**Q:** These are the r2SCAN runs for electrons in a spherical parabolic well. The chemical potential μ(N) = E(N) − E(N−1) keeps rising while a shell is being filled, where bare oscillator levels would stay flat. What drives that?

Spin-polarised Kohn–Sham runs (radks with Libxc, r2SCAN) for N electrons in a spherical well ω²r²/2, ω = 0.195 hartree*, with m-averaged shells and greedy filling, which can miss a lower state. Starred units are effective atomic units, and levels are numbered by radial order. Chemical potential is E(N) − E(N−1); addition energy is E(N+1) + E(N−1) − 2E(N).

| electrons | chemical potential (hartree*) | unpaired electrons | rms radius (bohr*) | highest eigenvalue (hartree*) | highest level | addition energy (hartree*) |
| --- | --- | --- | --- | --- | --- | --- |
| 1 | 0.2931 | 1 | 2.775 | 0.4097 | 1s up | n/a |
| 2 | 0.5891 | 0 | 3.151 | 0.6938 | 1s up | 0.3527 |
| 3 | 0.9418 | 1 | 3.627 | 1.029 | 1p up | 0.1766 |
| 4 | 1.118 | 2 | 3.930 | 1.209 | 1p up | 0.2272 |
| 5 | 1.346 | 1 | 4.188 | 1.425 | 1p down | 0.2093 |
| 6 | 1.555 | 4 | 4.448 | 1.679 | 1d up | 0.2009 |
| 7 | 1.756 | 5 | 4.673 | 1.832 | 1d up | n/a |
| 10 | n/a | 8 | 5.193 | 2.275 | 1d up | n/a |

**A:** Repulsion. For the seventh electron the bare 1d level lies at 3.5ω = 0.68 hartree*, with ω the well frequency, and the table has 1.756. The well is soft enough that the electrons spread until their repulsion nearly balances its pull, and each newcomer pays to join a charged ball. At radius r the well pulls with ω²r and the enclosed charge q(r) pushes with q/r². Balance requires q = ω²r³, a uniform sphere whose radius obeys R³ = N/ω². Its Coulomb energy is (3/5)N²/R and its well energy (3/10)Nω²R², half as large, so E = 0.9 ω^(2/3) N^(5/3). The addition energy, which is μ(N+1) − μ(N), becomes about 1/R, the charging energy of a sphere. Nothing is fitted.

**Q:** Let me try N = 4. The radius per electron is ω^(−2/3) = 2.974 bohr*, so the prefactor is 0.9/2.974 = 0.3026. Then μ(4) = 0.3026 × (10.079 − 6.240) = 1.162, against 1.118. Also R = 2.974 × 4^(1/3) = 4.72 and 1/R = 0.212, against 0.2272. Why does a classical ball come within 4% of the computed μ?

**A:** Partly by cancellation, and the energy parts of that run show it. The well energy, Nω²r²/2 with r now the rms radius, is 1.175, and with the Hartree energy it makes 3.106, near the sphere's 3.050. The two terms that the sphere ignores have opposite signs: kinetic 0.534 and exchange-correlation −0.697. The N = 10 run has the same pattern. The sphere is within 0.044 of μ for N = 3 to 7 and worst at N = 2, where it is 0.069 too high. Its near-perfect hit at N = 7 is luck, and the rows from N = 5 on, which are probably not the lowest fillings, flatter the match.

**Q:** It does less well on size.

**A:** Its rms radius, √(3/5) R, is 17% below the computed one at N = 1 and still 4% below at N = 10, because a sharp edge ignores quantum spreading. A scaled oscillator repairs that. Let K be the sum of the quanta 3/2, 5/2, 7/2 of the occupied s, p, d levels. For oscillator states of frequency Ω the kinetic energy is KΩ/2 and Nr² = K/Ω, so it equals K²/(2Nr²). Add the well energy and a uniform-sphere repulsion (3/5)^(3/2) N(N−1)/r, in which no electron repels itself, and minimise over r. Again nothing is fitted, and all radii come within 2.1%. From N = 3 on they are too large, and the energies are too high from N = 2 on. At N = 4 the model's repulsion is 1.401 where Hartree plus exchange-correlation is 1.234: it leaves out the exchange and correlation that keep electrons apart.

**Q:** Now the irregular rows. The addition energy jumps to 0.3527 at N = 2 and halves at N = 3.

**A:** The peak is the closing of 1s. The third electron pays the charging energy and also the step up to 1p, while the fourth joins it in 1p with the same spin and pays no step. The scaled oscillator gives this from K alone, 0.397 and then 0.206, both a few hundredths too high. The smooth sphere cannot, and falls 0.083 short at N = 2. The step in the levels shrinks as the dot fills. Inside a uniform sphere the Hartree potential falls as −ω²r²/2 and cancels the well, leaving a flattened floor. The computed 1s–1p gap for up spin is 0.116 at N = 4 and 0.075 at N = 10, against ω = 0.195.

**Q:** But the value rises again to 0.2272 at N = 4, and your oscillator keeps falling there, to 0.195.

**A:** Look at the unpaired electrons: 1, 2 and then 1 again at N = 5. The fifth electron went into 1p down, not into the vacant 1p up place. Its price can be read from the eigenvalues. An eigenvalue is the slope of the energy with respect to the occupation of its level, so μ is close to the mean of that eigenvalue before and after filling, provided the level shifts about linearly as it fills. This holds within 0.002 at N = 4, 5 and 7. The 1p up level rises by 0.180 from N = 3 to 4, the 1p down level by 0.162 from 4 to 5, and at N = 4 down lies 0.054 above up. The addition energy at N = 4 is then 0.054 + (0.180 + 0.162)/2 = 0.225, close to 0.2272. So about 0.17 is charging within the shell, much as at N = 3, and the rest is the exchange splitting paid for the reversed spin. N = 3 looks like a dip because N = 4 is raised.

**Q:** Hund's rule would give 1p up cubed at N = 5, and a half-shell peak. Does this dot break the rule?

**A:** The row cannot be trusted to say so. With 1p up at 1.209 and still open, below 1p down at 1.263, the greedy filling has very probably passed over a lower quartet. That is an inference from levels and has not been tested against a quartet energy. If E(5) is too high by d, the addition energies at N = 4 and 6 are too large by d and that at N = 5 too small by 2d. The order of 4 and 5 reverses once 3d exceeds 0.2272 − 0.2093, or d = 0.006. Judged from the splitting, d would be a few hundredths, enough to restore the peak. The sum μ(5) + μ(6) = 2.901 is free of d, though not of any error in E(6), and the sphere gives 2.945 for it.

**Q:** And N = 6 enters 1d with 1p only half full, at no visible cost.

**A:** That step is a rearrangement: 1p down is emptied and the unpaired count goes from 1 to 4, giving 1s² 1p↑³ 1d↑. The oscillator charges the full d step, μ(6) = 1.700 against 1.555, its worst row. Parallel-spin pairs rise from 4 to 10 in the same step, so exchange pays part of the promotion, and d lowers this μ as well, which hides more of the cost. The competition is between a shell gap that shrinks with N and a spin splitting that grows with the spin. At N = 4 the p–d gap is 0.151 against a 1p splitting of 0.054, so 1p down lies 0.097 below 1d up, and one more unpaired electron, adding roughly half the splitting again, does not close that distance. On these levels the gap wins and the sixth electron belongs in 1p down. The listed N = 10 levels put 1d up below 1p down, but they are no evidence: the empty 1f levels of that run have identical up and down values despite eight unpaired electrons, so its empty levels cannot be trusted. Read the rows N = 6, 7 and 10 as the greedy search staying on a high-spin branch, not as ground states; fillings that complete 1p first should lie lower. Along that branch the cost stays near charging: the mean μ for electrons 8 to 10, from the energy parts at N = 10 and the summed μ to N = 7, is 2.055 against the sphere's 2.098.

**Q:** Could I have used the highest eigenvalue in place of μ?

**A:** No, it exceeds μ in each row from N = 1 to 7, by 0.076 to 0.124. One electron shows why. The exact energy is 1.5ω = 0.2925 and μ is 0.2931, yet the eigenvalue is 0.4097. That is self-interaction: the functional's energy is curved in the fractional occupation, so the end slope overshoots the mean slope. At N = 4, 5 and 7 the overshoot is about half the rise of the level. At N = 1 it is 0.117, twice the half rise of 0.059 from the bare level, because exchange first pulls the level down at small occupation. The largest gap is at the rearranged N = 6, where μ does not describe removal from one level.

**Q:** What should I guess for a stiffer well?

**A:** Charging scales as ω^(2/3) and bare shell steps as ω. By that argument shell peaks grow relative to the 1/R background, and the usual filling of 1p before 1d is favoured by a wider margin. A softer well moves the other way, toward smooth charging and higher spin.
